**Notes on buffer bands and the gap a block eigensolver sees in a metal**

**Premises and conventions**

1. One k-point of a periodic supercell of volume $V$, no spin polarisation, one fixed Hermitian Hamiltonian $H$ of dimension $D$ with eigenvalues $\lambda_1\le\dots\le\lambda_D$ and orthonormal eigenvectors $u_j$. I count spatial orbitals, so $N_e$ electrons fill $N=N_e/2$ orbitals at zero smearing.
2. The eigenvalues are distributed as those of free electrons, $E=\hbar^2k^2/2m_e$, zero at the band bottom. I borrow only this distribution; the convergence bound below depends on the spectrum alone.
3. The basis is plane waves up to $E_{\rm cut}$, so $\lambda_D\simeq E_{\rm cut}$, independent of cell size.
4. Occupations are $f(E)=1/(1+e^{(E-\mu)/\sigma})$. A state is wanted if $f\ge\eta$. There are $N_c$ wanted states, and the block holds $M\ge N_c$ vectors.
5. The solver applies a polynomial in $H$ to the block and then does a Rayleigh–Ritz step. The iteration count $m$ is the number of applications of $H$ per vector.

**Step 1. Level counting**

In a cubic cell of side $L$ the wavevectors are $\mathbf k=(2\pi/L)(\mathbf n+\boldsymbol\kappa)$ with integer $\mathbf n$ and a fixed shift $\boldsymbol\kappa$. Then $E=\varepsilon_0|\mathbf n+\boldsymbol\kappa|^2$ with $\varepsilon_0=\hbar^2(2\pi/L)^2/2m_e$. The number of levels below $E$ is the number of lattice points in a sphere of radius $\rho=\sqrt{E/\varepsilon_0}$. Each point owns a unit cube reaching at most $\sqrt3/2$ from it, so the count lies between $\frac{4\pi}{3}(\rho-\sqrt3/2)^3$ and $\frac{4\pi}{3}(\rho+\sqrt3/2)^3$. The smooth count is

$$\mathcal N(E)=\frac{4\pi}{3}\rho^3=\frac{V}{6\pi^2}\left(\frac{2m_eE}{\hbar^2}\right)^{3/2},$$

with a relative correction bounded by order $1/\rho$, that is $\mathcal N^{-1/3}$. For $\boldsymbol\kappa=0$, $\rho=5$ the exact count is 515 and the smooth one 523.6.

I define $E_F$ by $\mathcal N(E_F)=N$. With $n=2N/V$ this gives $E_F=\hbar^2k_F^2/2m_e$, $k_F=(3\pi^2n)^{1/3}$, and

$$\mathcal N(E)=N\,(E/E_F)^{3/2},\qquad E(\mathcal N)=E_F\,(\mathcal N/N)^{2/3}.$$

The mean level spacing is $\delta=dE/d\mathcal N=2E/3\mathcal N$. At the Fermi level

$$\delta_F=\frac{2E_F}{3N}.$$

At fixed density $E_F$ is fixed, so $\delta_F\propto1/N$.

**Step 2. Which states are wanted**

The electron number fixes $\mu$ through $N=\int\mathcal N'(E)f\,dE=\int \mathcal N(E)(-f')\,dE$. The kernel $-f'$ is normalised, even about $\mu$ and has variance $\pi^2\sigma^2/3$, so $N\simeq\mathcal N(\mu)+\frac{\pi^2}{6}\sigma^2\mathcal N''(\mu)$. With $\mathcal N'(E_F)=3N/2E_F$ and $\mathcal N''(E_F)=3N/4E_F^2$,

$$\mu\simeq E_F-\frac{\pi^2\sigma^2}{12E_F}.$$

Solving $f(E_c)=\eta$ gives the top of the wanted set and its size,

$$E_c=\mu+\sigma\ln(1/\eta-1),\qquad N_c=N(E_c/E_F)^{3/2}\equiv(1+x_c)N .$$

The $x_cN$ states between $E_F$ and $E_c$ are not buffer. They carry occupation above the cut and must converge like the rest.

**Step 3. Only the first excluded level matters**

Let $X_0$ be the $D\times M$ starting block, written in the eigenbasis as an upper $M\times M$ part $A$ (components on $u_1,\dots,u_M$) and a lower part $B$. Assume $A$ invertible. For $i\le M$ the vector $s_i=X_0A^{-1}e_i$ lies in the span of $X_0$ and its upper part is $e_i$, so

$$s_i=u_i+w_i,\qquad w_i=\sum_{j>M}c_ju_j,\qquad c=BA^{-1}e_i .$$

The point is that $w_i$ has no component on any other state inside the block. For a polynomial $P$ with $P(\lambda_i)\neq0$,

$$\frac{P(H)s_i}{P(\lambda_i)}=u_i+\sum_{j>M}c_j\frac{P(\lambda_j)}{P(\lambda_i)}u_j .$$

This vector lies in the span of $P(H)X_0$ and its second term is orthogonal to $u_i$. The angle $\vartheta_i$ between $u_i$ and the filtered span is no larger than the angle to this one vector, hence

$$\tan\vartheta_i\le\|w_i\|\,\frac{\max_{j>M}|P(\lambda_j)|}{|P(\lambda_i)|}.$$

The spacing $\lambda_{i+1}-\lambda_i$ is absent. Orthonormalisation and Rayleigh–Ritz multiply the block from the right by an invertible matrix and leave the span unchanged. Small spacings inside the block do not harm the density matrix either: it is $f$ of the projected Hamiltonian, $|f'|\le1/4\sigma$, and for Hermitian matrices this Lipschitz constant carries over to the Frobenius norm. The slowest wanted state is $i=N_c$, so the effective gap is

$$\Delta=\lambda_{M+1}-\lambda_{N_c}.$$

**Step 4. The effective gap for free electrons**

Let $q=M+1-N_c$ be the number of spacings between the two levels (one more than the number of buffer vectors) and $b=q/N_c$. From $E(\mathcal N)$,

$$\Delta=E_c\left[(1+b)^{2/3}-1\right]=\tfrac23\,bE_c\left(1-\tfrac b6+\dots\right).$$

If the block is measured from $N$ instead, $M+1=(1+x)N$ with $1+x=(1+b)(1+x_c)$, and

$$\Delta=E_F(1+x)^{2/3}-E_c .$$

For $\sigma\to0$, $E_c=E_F$, $b=x$, and this becomes $E_F[(1+x)^{2/3}-1]\simeq 2xE_F/3$. At finite smearing that simpler form is the gap seen by the state at $E_F$; it exceeds $\Delta$ by $E_c-E_F$, and a block with $x\le x_c$ has no buffer at all.

At fixed $b$, $\Delta$ is intensive. At fixed $q\ll N_c$, $\Delta\simeq q\,\delta(E_c)=2qE_c/3N_c\propto1/N$.

**Step 5. From gap to iteration count**

Map the unwanted interval $[\lambda_{M+1},\lambda_D]$ onto $[-1,1]$ by $t(\lambda)=(\lambda_{M+1}+\lambda_D-2\lambda)/W$, $W=\lambda_D-\lambda_{M+1}$. Then $t(\lambda_{N_c})=1+2\gamma$ with $\gamma=\Delta/W$.

Take the Chebyshev polynomial $T_m$, defined by $T_m(\cos\varphi)=\cos m\varphi$, so $|T_m|\le1$ on the interval and $T_m(\cosh\theta)=\cosh m\theta$ outside. It is optimal when only the interval is known. Suppose $P$ of degree at most $m$ had $P(t_0)=T_m(t_0)$ at some $t_0>1$ and $|P|<1$ on $[-1,1]$. Then $T_m-P$ takes the alternating signs of $T_m$ at the $m+1$ points $\cos(k\pi/m)$, has $m$ zeros between them and one more at $t_0$, and so vanishes identically, which contradicts $|P|<1$.

Since $\cosh 2y=1+2\sinh^2y$, the wanted state has $\theta=2\,{\rm arsinh}\sqrt\gamma$. To reach $\tan\vartheta\le\epsilon$ I need $\cosh m\theta\ge R\equiv\|w\|/\epsilon$:

$$m=\frac{{\rm arcosh}\,R}{2\,{\rm arsinh}\sqrt\gamma}\simeq\frac{\ln 2R}{2}\sqrt{\frac W\Delta}\qquad(R\gg1,\ \gamma\ll1).$$

For this filter the bound is nearly attained, because $\cos^2m\varphi$ averages to about $1/2$ over components spread through the interval. An unrestarted block Krylov space of degree $m$ contains the span of $T_m(t(H))X_0$, so $m$ is an upper bound for it.

The square root needs one long recurrence. If a filter of degree $d$ is repeated, each pass gains $T_d(1+2\gamma)=\cosh d\theta$, and

$$m_d=\frac{d\ln R}{\ln\cosh d\theta}.$$

For $d\theta\gg1$, $\ln\cosh d\theta\simeq d\theta-\ln2$ and little is lost. For $d\theta\ll1$, $\ln\cosh d\theta\simeq d^2\theta^2/2\simeq2d^2\gamma$, so $m_d\simeq\ln R/(2d\gamma)$, linear in $W/\Delta$. The case $d=1$ is plain subspace iteration with the best shift, $m_1=\ln R/\ln(1+2\gamma)$.

Rounding limits $d$. One pass amplifies the band bottom over the top of the block by about $e^{d\theta_1}$, $\theta_1=2\,{\rm arsinh}\sqrt{\lambda_{M+1}/W}$, and the columns become numerically dependent when this is too large. The limit on $d$ is intensive. To go past it without restarting, I would multiply both members of the recurrence $Y_{k+1}=2t(H)Y_k-Y_{k-1}$ from the right by the same invertible matrix, which reconditions the block and in exact arithmetic keeps the span.

**Step 6. Size dependence of $R$**

For a real Gaussian random start, $y=A^{-1}e_i$ is orthogonal to every row of $A$ but the $i$-th and has unit product with that row. So $\|y\|=1/|g|$, where $g$ is the projection of row $i$ on a unit vector independent of it, a standard normal number. $B$ is independent of $A$, so the mean of $\|By\|^2$ at given $y$ is $(D-M)\|y\|^2$. Typically $\|w\|\sim\sqrt D$, and $\ln R$ grows as $\frac12\ln N$. For a start from the previous self-consistency step I assume $R$ fixed.

**Result**

Inserting Step 4 into Step 5, with $W\simeq E_{\rm cut}-E_c(1+b)^{2/3}$:

- Fixed fraction $b>0$: $\gamma$ is intensive, and $m$ and $m_d$ are independent of size at fixed $R$, or grow as $\ln N$ from a random start.
- Fixed $q$: $\gamma\simeq 2qE_c/(3N_cW)$, so
$$m\simeq\frac{\ln2R}{2}\sqrt{\frac{3N_cW}{2qE_c}}\propto\sqrt{N/q}$$
for the unrestarted Chebyshev filter, while a filter restarted at fixed degree crosses over to $m_d\propto N/(dq)$ once $d\theta<1$.

A corollary on cost. If the work per application scales as $M^\nu$ at fixed cell ($\nu=1$ for applying $H$; $\nu=2$ for orthonormalisation and $\nu=3$ for the dense diagonalisation, both done at a fixed interval), the total is proportional to $z^{3\nu/2}(z-1)^{-1/2}$ with $z=(1+b)^{2/3}$, taking $W$ constant and $\gamma\ll1$. Setting the logarithmic derivative $3\nu/2z-1/[2(z-1)]$ to zero gives $z=3\nu/(3\nu-1)$, so $b=0.84$, $0.31$, $0.19$ for $\nu=1,2,3$. The optimum is a fraction, never a fixed count.

**Range of validity**

*Smooth counting.* The bound of Step 1 allows a deviation of order $N^{2/3}$ levels. That is negligible against $bN_c$ at fixed $b$ and large $N$, so the fixed-fraction result is safe. It is not negligible against a fixed $q$, so the $\sqrt N$ law is a statement about the mean gap. It needs levels without systematic degeneracy, as at a generic $\boldsymbol\kappa$, where the term $2\mathbf n\cdot\boldsymbol\kappa$ mixes the shells, or with displaced ions. If the levels are then uncorrelated, a sum of $q$ spacings scatters by $1/\sqrt q$ and $m$ by half of that.

*Shells.* For exactly free electrons at $\boldsymbol\kappa=0$ in a cubic cell, $E=\varepsilon_0s$ with integer $s$, and the mean number of levels per integer is $d\mathcal N/ds=2\pi\sqrt s\propto N^{1/3}$. The cut takes whole shells, so $\Delta\ge\varepsilon_0=E_F(4\pi/3N)^{2/3}$ whatever $q$ is, and $m$ grows no faster than $N^{1/3}$. In a real cubic crystal band warping splits these shells into symmetry stars of at most 48 wavevectors. The degeneracy is then bounded, the $1/N$ law for the mean gap returns, but the gap moves in steps unless $q$ is well above 48.

*Spectrum.* The exponent $2/3$ belongs to a parabolic band. In general $\Delta$ follows from the true counting function; the two scaling laws need only a finite density of states per volume at $E_c$. Core or semicore states add to $N$ and $M$ without changing the spacing at $E_c$.

*Solver.* $H$ is fixed, $\lambda_{M+1}$ and $\lambda_D$ are taken as known, and there is no preconditioner. I expect a kinetic-energy preconditioner to shrink the effective $W$, which is intensive, and leave the scaling with $\Delta$, but I have not derived that. All wanted states are held to one tolerance; loosening it for weakly occupied states lowers the counts.

**Illustration: a free-electron model at the density of lithium**

Inputs: bcc Li with a typical lattice constant $a\approx3.51\times10^{-10}$ m and one valence electron per atom; $\sigma=0.1$ eV $=1.602\times10^{-20}$ J; $\eta=10^{-6}$; and, as illustrative choices, $E_{\rm cut}=300$ eV $=4.81\times10^{-17}$ J and $R=10^5$. I carry unrounded values from these inputs.

The density is $n=2/a^3=4.62\times10^{28}$ m$^{-3}$, so $k_F=1.110\times10^{10}$ m$^{-1}$ and $E_F=7.53\times10^{-19}$ J (4.70 eV). The shift $E_F-\mu$ is $2.80\times10^{-22}$ J (1.75 meV). With $\ln(1/\eta-1)=13.82$ the tail is $2.21\times10^{-19}$ J (1.38 eV) long, $E_c=9.74\times10^{-19}$ J (6.08 eV), and $x_c=0.471$. The fraction of electrons above the cut, $N^{-1}\int_{E_c}^\infty\mathcal N'f\,dE$, is about $4\times10^{-8}$.

The tail rivals $E_F$, so the zero-smearing formula cannot be used as it stands. A block with $x=0.2$ reaches only 0.607 eV above $E_F$, where $f=2.3\times10^{-3}$, far above the cut.

*Fixed fraction,* $b=0.2$, that is $x=0.766$. Then $\Delta=1.26\times10^{-19}$ J (0.786 eV; the linear form gives 0.810 eV), $W=293.1$ eV, $\gamma=2.68\times10^{-3}$, $\theta=0.1035$. With ${\rm arcosh}\,R=12.21$, $m=118$ at every size, against $m_1=2.15\times10^3$.

*Degree limit.* For a thin buffer $\lambda_{M+1}\simeq E_c$ and $\theta_1=0.287$. Keeping $e^{d\theta_1}$ below $10^8$, half the digits of double precision, gives $d=64$. At $b=0.2$ this degree costs little, $m_{64}=124$ (not rounded up to whole passes, here or below).

*Fixed number,* $q=20$, in cubes of $8^3$, $16^3$ and $32^3$ conventional cells at a generic k-point. Uncorrelated levels would scatter $\Delta$ by 22 % and $m$ by 11 %, so I give the counts to two figures.

| atoms | $N$ | $\delta_F$ ($10^{-22}$ J) | $N_c$ | $\Delta$ ($10^{-22}$ J) | $\Delta$ (meV) | $m$ | $m_{64}$ | $m_1$ |
|---|---|---|---|---|---|---|---|---|
| 1024 | 512 | 9.80 | 753 | 172 | 107 | $3.2\times10^2$ | $4.2\times10^2$ | $1.6\times10^4$ |
| 8192 | 4096 | 1.23 | $6.03\times10^3$ | 21.5 | 13.4 | $9.0\times10^2$ | $2.2\times10^3$ | $1.3\times10^5$ |
| 65536 | 32768 | 0.153 | $4.82\times10^4$ | 2.69 | 1.68 | $2.6\times10^3$ | $1.6\times10^4$ | $1.0\times10^6$ |

For the smooth spectrum $m$ rises by 2.82 and then 2.83 per eightfold volume, approaching $\sqrt8$, while $m_{64}$ rises by 5.2 and then 7.3, on its way to 8. The columns $m_{64}$ and $m_1$ are upper bounds, reached by the components at the maxima of the filter. A random start would add $\frac12\ln64=2.08$ to $\ln 2R$ from the first row to the last, 17 % more, in either scheme. At $\boldsymbol\kappa=0$ the table would not apply: the mean shell population at $E_c$ is 35, 71 and 142, above $q$, and in the largest cell $\varepsilon_0=11.9$ meV exceeds the tabulated gap.

These numbers are the model's, not lithium's. As typical knowledge, not a measurement, the band-structure density of states of Li at $E_F$ is roughly 1.5 times the free-electron value, so the model overstates $\delta_F$ by about that factor and understates the number of states in the smearing tail. A parabolic band with mass $1.5\,m_e$ would give $x_c=0.73$ and fixed-$q$ counts higher by a factor near $\sqrt{1.5}\approx1.2$; the Li band is not parabolic just above $E_F$, where it meets the zone face, so I take this as a rough size only. Within the model, a block of $1.77N$ vectors converges in about 118 applications at any size, while 20 spacings of buffer need about $2.6\times10^3$ at 65536 atoms.